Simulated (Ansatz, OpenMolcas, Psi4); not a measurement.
How basis sets differ on InPH6 (SMILES [PH3+][InH3-])

InPH6 has 8 atoms, charge 0, and is taken as a singlet. As SMILES, `[PH3+][InH3-]`. The coordinates come from a PBE0-D4/def2-TZVP relaxation.

```
atom    x (Å)    y (Å)    z (Å)
   P  -0.5933   0.0626  -1.0266
  In   0.8220  -0.0999   1.3628
   H  -1.9975  -0.0772  -1.0218
   H  -0.3189  -0.8557  -2.0621
   H  -0.5268   1.2405  -1.8008
   H   0.0233   1.2408   2.1119
   H   2.3761   0.1407   0.6389
   H   0.3074  -1.7088   1.7418
```

Quantity: the HOMO–LUMO gap, in eV. The values are calculated.

| level | kind | program | value (eV) | CPU time |
| --- | --- | --- | --- | --- |
| HF/ANO-R0 (sfX2C) | Hartree–Fock | OpenMolcas | 12.30 | 3.4 s |
| HF/ANO-RCC-MB (DKH2) | Hartree–Fock | OpenMolcas | 13.44 | 6.8 s |
| HF/STO-3G | Hartree–Fock | Ansatz | 16.56 | 0.71 s |
| HF/3-21G | Hartree–Fock | OpenMolcas | 12.78 | 3.1 s |
| HF/def2-SVP (core potential) | Hartree–Fock | OpenMolcas | 12.69 | 5 s |
| HF/def2-SVP (density fitting, core potential) | Hartree–Fock | Psi4 | 12.69 | 5.5 s |
| HF/ANO-R1 (sfX2C, RICD fitting) | Hartree–Fock | OpenMolcas | 12.32 | 9.5 s |

All-electron rows without a relativistic Hamiltonian named are non-relativistic, while core potentials hold scalar relativity, so basis and relativity change together. The values span 12.30 to 16.56 eV. A Hartree–Fock LUMO above zero doesn't converge with the basis: it sinks as sets grow more diffuse. Orbital gaps aren't excitation energies. CPU times are rough (shared hosts, several kinds of processor and program).

The STO-3G gap of 16.56 eV stands well apart from the rest, while the split-valence sets 3-21G and def2-SVP nearly agree at 12.78 and 12.69 eV. The likely reason is the description of the empty orbital. In this donor–acceptor adduct the LUMO probably has In–P and In–H antibonding character, and a rigid minimal set forces it into compact valence functions, with a high kinetic energy and strong antibonding overlap. Added radial freedom lets it spread out and fall in energy.

Basis size alone does not order the rows, however: ANO-R0 gives 12.30 eV, marginally below the larger ANO-R1 at 12.32 eV, so the shape of the contracted functions probably matters as well. Density fitting leaves the def2-SVP gap unchanged at the printed precision, so it contributes nothing visible to the spread. Without the separate orbital energies, the close agreement between the two ANO-R sets could also reflect parallel shifts of HOMO and LUMO.
